QUANTUM OF THERMAL CONDUCTANCE: CARBON NANOTUBES AND SOLID WIRES BELOW 10 K

1. Conventions

h = 2πħ. E = ħω is the phonon energy, k the wavevector along the wire, x = E/kBT, kB = 0.0862 meV/K. n(E,T) = 1/(exp(E/kBT) − 1). G = dJ/dT in linear response, J the heat current from the left reservoir to the right one. The wire is free-standing and harmonic, and shorter than the phonon mean free path. Material parameters are typical values used as inputs. All results built on them are the model's.

2. One branch

Landauer picture: right-movers are populated by the left reservoir, left-movers by the right one. For one branch with transmission τ,

J = ∫ (dk/2π) v E τ [n(E,T_L) − n(E,T_R)],  v = (1/ħ) dE/dk > 0.

Since v dk = dE/ħ, the velocity cancels against the one-dimensional density of states. Summed over branches:

(1) J = (1/h) ∫ dE E N(E) [n(E,T_L) − n(E,T_R)],

N(E) = sum of τ over all right-moving states at energy E. For τ = 1 it is an integer staircase. With ∂n/∂T = (x/T) eˣ/(eˣ − 1)²:

(2) G = (kB²T/h) ∫₀^∞ N w(x) dx,  w(x) = x² eˣ/(eˣ − 1)².

For N = 1 at all E, ∫₀^∞ w dx = π²/3, so

(3) g0 = π² kB² T/(3h) = 0.946 pW/K × (T/1 K) = 5.91×10⁶ eV s⁻¹ K⁻¹ × (T/1 K).

Finite bias: ∫₀^∞ x n dx = π²/6 gives J = π² kB² (T_L² − T_R²)/(6h), whose derivative with respect to T_L is (3). As τ ≤ 1, g0 is the upper limit per channel (Pendry 1983; dielectric wires, Rego and Kirczenow 1998).

What "independent of dispersion" needs:
– the branch starts at E = 0;
– it reaches energies ≫ kBT;
– E(k) is monotonic for k > 0. A branch that bends back supplies extra right-movers over the energy range of the bend, and N counts each;
– τ = 1 over the whole window w(x), low energies included.

3. A branch with a threshold

A subband that opens at E = Δ contributes g0 F(Δ/kBT), F(x) = (3/π²) ∫ₓ^∞ w dx′. Integrate by parts with w = −x² dn/dx and expand n = Σ e^(−mx):

(4) F(x) = (3/π²) [ x²/(eˣ − 1) − 2x ln(1 − e^(−x)) + 2 Li₂(e^(−x)) ].

Limits: F ≈ 1 − 3x/π² for x ≪ 1. F ≈ (3/π²)(x² + 2x + 2) e^(−x) for x ≫ 1, within 1 % from x = 4.6 upward.
Values: F(1) = 0.70, F(3) = 0.27, F(4.6) = 0.10, F(8) = 0.008. F = 1/2 at x = 1.79: half the heat of a gapless branch is carried below 1.79 kBT.

For a wire with four gapless branches and thresholds Δ_j:

(5) G_ph/g0 = 4 + δN,  δN = Σ_j F(Δ_j/kBT).

The window has a long tail, so kBT < Δ is not enough. Define the plateau edge T* by δN = 0.2, a 5 % excess over 4 g0. If the first threshold is an isolated doublet, F = 0.1 for each member and T* = Δ/(4.6 kB).

4. Four gapless branches

A free wire breaks three translations and the rotation about its axis. Each gives a branch with E → 0 at k → 0: dilatation (LA), torsion (TW), two flexures (F). Rotations about transverse axes add no branch. They forbid a restoring force for a uniform tilt, which makes flexure quadratic in k.

Tube as a thin elastic shell. Typical inputs: graphene lattice constant a = 0.246 nm, carbon mass 12.011 u, in-plane Young modulus Y = 21 eV/Å², Poisson ratio ν = 0.17, bending rigidity D = 1.4 eV.
– Areal density ρ = 2 × 12.011 u/((√3/2) a²) = 458 u/nm².
– Bar speed c = √(Y/ρ) = 21.0 km/s, ħc = 13.8 meV nm.
– Shear speed c_T = c/√(2(1 + ν)) = 13.7 km/s, ħc_T = 9.05 meV nm.
– Radius R = a √(n² + nm + m²)/2π for chirality (n,m). R = 0.678 nm for (10,10).
– Flexure (Euler–Bernoulli, radius of gyration R/√2): E = b k², b = ħcR/√2 = 6.64 meV nm² for (10,10).

Heat capacity per length, both directions of k, C/L = 2 ∫₀^∞ (dk/2π) kB w:
linear branch of speed v: C/L = (π/3) kB · kBT/(ħv);
quadratic branch: C/L = (kB/2π) √(kBT/b) Γ(5/2) ζ(3/2), with Γ(5/2) ζ(3/2) = 3.47.
For the linear branch, (C/L) v/2 = π kB² T/(6ħ) = g0: the right-moving half of the heat capacity times the speed.

Table 1. Branches of the (10,10) model at 1 K, at the median energy 1.79 kBT = 0.154 meV.

branch | dispersion | wavelength | group velocity | C/L (kB/μm) | G/g0
LA | ħck | 0.56 μm | 21.0 km/s | 6.5 | 1
TW | ħc_T k | 0.37 μm | 13.7 km/s | 10 | 1
F (each of two) | bk² | 41 nm | 3.1 km/s | 63 | 1

kR = 0.10 for the flexure, so the beam limit holds. A flexural branch stores about ten times the heat of LA, with C ∝ T^(1/2) instead of T, and moves it slowly. The product of state density and speed is fixed at each energy. Axial tension makes the flexure linear at small k and changes C. It does not change N or G. Sum: 4 g0 = 3.79 pW/K at 1 K.

5. Thresholds of a tube

Lowest subbands at k = 0: bending of the cross-section without stretching. Radial displacement u_r = W cos nθ (n now the circumferential order). Inextensibility ∂u_θ/∂θ + u_r = 0 gives u_θ = −(W/n) sin nθ. Curvature change κ = −(u_r + ∂²u_r/∂θ²)/R² = (n² − 1) W cos nθ/R². The built-in curvature 1/R of the rolled sheet adds only a constant, because the total curvature of a closed ring integrates to 2π. Angular averages per area:
potential energy (D/4)(n² − 1)² W²/R⁴;
peak kinetic energy (ρω²/4) W² (1 + 1/n²).
Equate:

(6) Δ_n = (B/R²) n (n² − 1)/√(n² + 1),  B = ħ √(D/ρ) = 0.357 meV nm².

n = 1 gives zero: rigid translation, the flexural pair. Each n ≥ 2 is a doublet (cos, sin). First threshold Δ₂ = √7.2 B/R² = 0.959 meV nm²/R². Ratios Δ₃/Δ₂ = 2.83, Δ₄/Δ₂ = 5.42. The doublet is well isolated. With n = 3 and higher included, the condition δN = 0.2 still gives Δ₂/kBT* = 4.6.

Stretching modes lie higher. Axial shear u_z ∝ cos θ, a doublet, at ħc_T/R: 13 meV for (10,10), 6.7 meV for (20,20). Radial breathing at ħc/(R √(1 − ν²)): 21 and 10 meV. Table 2 keeps n = 2 to 10 of (6) and the shear doublet, all taken as monotonic in k. In the worst case, (20,20) at 10 K, the shear doublet adds 0.02 to δN and the omitted breathing mode 0.0003.

6. Electrons

Same argument for fermions, with energy counted from the chemical potential μ and a band that extends to both sides:

∫_(−∞)^(+∞) x² eˣ/(eˣ + 1)² dx = π²/3.

Again g0 per channel. With energy-independent τ the thermopower vanishes, so open and closed circuit give the same G. Equivalent form: Wiedemann–Franz, (e²/h) L₀ T = g0 with L₀ = π² kB²/(3e²).

Zone folding: a tube is metallic if n − m is a multiple of 3, with two bands × two spins = 4 channels. Typical hopping γ = 2.7 eV gives ħv_F = (√3/2) γ a = 0.575 eV nm. Next electronic subband of a metallic tube: ħv_F/R = 0.42 eV for (20,20). Gap of a semiconducting tube: 2ħv_F/(3R) = 0.52 eV for (19,0). These are the smallest such scales among the tubes below and serve as orders of magnitude only. Both are far above kBT = 0.86 meV at 10 K. The spin–orbit gap of an armchair tube, typically 1 meV or less, is not negligible against kBT at neutrality. The table assumes μ gated some tens of meV away from it, independent electrons and transparent contacts. Semiconducting tubes are taken undoped.

Consequence: 4 g0 is the phonon conductance. A metallic tube has 8 g0 on the plateau, half of it electronic.

Table 2. Tube models. G = (4 + δN + N_el) g0, with g0 = 3.79 pW/K at 4 K.

tube | d (nm) | Δ₂ (meV) | T* (K) | δN, 4 K | δN, 10 K | N_el | G at 4 K (pW/K)
(10,0) | 0.78 | 6.3 | 16 | 3×10⁻⁶ | 0.03 | 0 | 15
(10,10) | 1.36 | 2.1 | 5.3 | 0.07 | 0.77 | 4 | 31
(19,0) | 1.49 | 1.7 | 4.4 | 0.15 | 1.0 | 0 | 16
(20,20) | 2.71 | 0.52 | 1.3 | 1.4 | 3.3 | 4 | 36

Reading:
– Only the thinnest tube stays on the plateau up to 10 K.
– (10,10): Δ₂/kB = 24 K, plateau edge 5.3 K. At 10 K the phonon part is already near 4.8 g0.
– (10,10) and (19,0), a diameter typical of transistor channels, have nearly the same phonon part. The factor of two in G is electronic.
– (10,10) → (20,20): R doubles, Δ₂ and T* fall by exactly 4.

Sensitivity: Δ₂ ∝ √D. A value of D larger by 15 % raises Δ₂ and T* by 7 %. In the activated range the effect on δN is amplified: d ln F/d ln x = −4.4 at x = 6.05, the (10,10) entry at 4 K, and that entry drops by 27 %. The amplification grows with x: from the large-x form of F, d ln F/d ln x ≈ −x³/(x² + 2x + 2). For (10,0) at 4 K, x = 18, the slope is −16 and the same change in D lowers δN by a factor of 3. Entries near 0.1 are therefore good to about one figure, the entry 3×10⁻⁶ only to an order of magnitude. The shell model is least secure for (10,0), where one period of the n = 2 pattern spans only five lattice constants.

7. Thresholds of a solid wire

Isotropic cylinder of radius R, speeds c_T and c_L. Put β = ωR/c_T and α = ωR/c_L. At k = 0 axial and in-plane motion decouple.

Axial shear: u_z = J_n(βr/R) cos nθ. A free surface needs ∂u_z/∂r = 0, so J_n′(β) = 0: β = 1.841 (n = 1), 3.054 (n = 2).

In-plane motion: u = ∇φ + ∇×(ψ ẑ), φ = A J_n(αr/R) cos nθ, ψ = A′ J_n(βr/R) sin nθ. In units of 2μ/R² (μ the shear modulus), the surface stresses are σ_rr = [A P(α) + A′ Q(β)] cos nθ and σ_rθ = −[A Q(α) + A′ P(β)] sin nθ, with

P(s) = (n² − β²/2) J_n(s) − s J_n′(s),  Q(s) = n [s J_n′(s) − J_n(s)].

Both vanish if

(7) P(α) P(β) = Q(α) Q(β).

Typical inputs: silicon, isotropic average, c_T = 5.4 km/s; amorphous silicon nitride, c_T = 6.2 km/s; c_T/c_L = 0.6 for both, which is Poisson ratio 0.22. Lowest roots of (7): β = 2.345 (n = 2), 2.72 (n = 1), 3.39 (n = 0, radial, singlet), 3.6 (n = 3).

(8) Δ₁ = 1.841 ħc_T/R, with ħc_T = 3.55 meV nm (Si), 4.08 meV nm (nitride).

The ladder is dense. The next doublets lie at 1.27, 1.48 and 1.66 times Δ₁. With these four doublets, taken as monotonic, δN = 0.2 requires ħc_T/(R kBT*) = 2.86, that is Δ₁/kBT* = 5.3. The omitted radial singlet and n = 3 doublet add 0.005 to δN there, small against 0.2.

Table 3. Solid-wire models, undoped, free-standing, N_el = 0.

wire | d (nm) | Δ₁ (meV) | T* (K)
Si | 5 | 2.6 | 5.8
Si | 10 | 1.3 | 2.9
Si | 20 | 0.65 | 1.4
silicon nitride | 50 | 0.30 | 0.66

For the 5 nm Si model δN = 0.03 at 4 K, so G = 15 pW/K, the value of the (10,0) tube, which is 6.4 times thinner. Neglected: cubic anisotropy. Typical transverse speeds in Si run from 4.7 to 5.8 km/s, −13 % to +7 % about the input, and Δ₁ and T* carry a spread of that size. Anisotropy also splits the in-plane n = 2 doublet and can bring one member close to Δ₁. A wire embedded in gate oxide is not free-standing: its four branches leak into the surroundings and (5) does not apply.

8. Trend from the structure of the formula

(a) Height of the plateau. Eq. (2) contains the material only through N(E). Below the first threshold N = 4 by symmetry. Stiffness, mass, diameter and bonding drop out: carbon, silicon and nitride all give 3.79 pW/K at 1 K in the model if they are on the plateau there, which the 50 nm nitride wire is not.

(b) Width of the plateau. Here the material enters, through Δ.
Solid wire: the only length is R, so Δ ~ ħc_T/R and T* ∝ 1/d.
Shell: a second length ℓ = √(D/Y) = 0.026 nm appears, B = ħcℓ, and Δ₂ = √7.2 (ℓ/R)(ħc/R). Hence T* ∝ 1/d². For (10,10), √7.2 ℓ/R = 0.10.
The tube has much the faster sound, but its cross-section is soft in bending. At equal radius Δ₂(tube)/Δ₁(Si) = 0.959/(6.54 R) = 0.147 nm/R, below one for every tube in Table 2.
Largest diameter with a plateau up to a given T*: at 10 K, 0.98 nm for the tube model and 2.9 nm for the Si model; at 1 K, 3.1 nm and 29 nm. The tube limit scales as T^(−1/2), the wire limit as 1/T. The 2.9 nm figure is at the edge of what bulk elasticity can describe.

(c) Ratio Δ/kBT*. 4.6 for a sparse ladder (tube, next step at 2.83 Δ), 5.3 for a dense one (wire, next step at 1.27 Δ). Neighbouring thresholds share the allowed excess.

(d) Above the plateau. Tube: Δ_n → Bn²/R² at large n, so N(E) ≈ 2R √(E/B) and G ∝ R T^(3/2), the flexural modes of a graphene strip of width 2πR, until stretching subbands join. Wire: the number of cutoffs below E grows as (ER/ħc_T)², so G ∝ R² T³, ballistic radiation through the cross-section.

(e) Statistics. Bosons from E = 0 upward and fermions on both sides of μ give the same π²/3. A gapless electronic band is as good a heat channel as a phonon branch. Chirality therefore changes G by a factor of two at fixed diameter.

9. Lower edge: contacts

w(0) = 1: the window does not vanish at low energy. A junction that reflects phonons below E_c removes the fraction 1 − F(E_c/kBT) ≈ 3E_c/(π² kBT) of that branch. The loss is linear in E_c/kBT, whereas the subband excess is exponentially small. A 5 % loss of that branch occurs at E_c/kBT = 0.165.

Illustration: a gradual junction of length L_c that transmits for kL_c > 1 and reflects otherwise, L_c = 1 μm (assumed).
– Tube, LA: E_c = ħc/L_c = 0.0138 meV, 5 % loss at 1.0 K.
– Tube, TW: 5 % loss at 0.64 K.
– Tube (10,10), flexure: E_c = b/L_c² = 6.6×10⁻⁶ meV, irrelevant on this criterion.
– Si, LA: bar speed c_T √(2(1 + ν)) = 8.4 km/s, 5 % loss at 0.39 K.

The step in τ is crude and fixes only the order of magnitude. It shows that the dispersion returns through τ(E): fast linear branches have the longest waves (Table 1) and are cut first. The losses listed refer to one branch each. Define the lower edge like T*, by a total loss of 0.2 g0, 5 % of 4 g0. LA and TW share it: (3/π²)(E_c,LA + E_c,TW)/(kBT) = 0.2 gives 0.40 K for the tubes and 0.16 K for Si, where TW has the speed c_T. Model windows for this L_c: about 0.4 to 16 K for (10,0), 0.4 to 5 K for (10,10), 0.4 to 4 K for (19,0), 0.4 to 1.3 K for (20,20), and 0.16 to 6 K for the 5 nm Si wire. The lower edge of a tube is independent of R, the upper edge falls as 1/R². Thin semiconducting tubes are the best case for a pure phonon plateau.

All conductances in Tables 1 to 3 assume τ = 1 and are upper limits for the given channel count. As typical knowledge, tubes clamped on metal or oxide pads and etched Si or nitride wires with abrupt junctions and rough walls lie below these limits at kelvin temperatures, commonly by a factor of a few or more, so the model overestimates G for such devices by about that factor.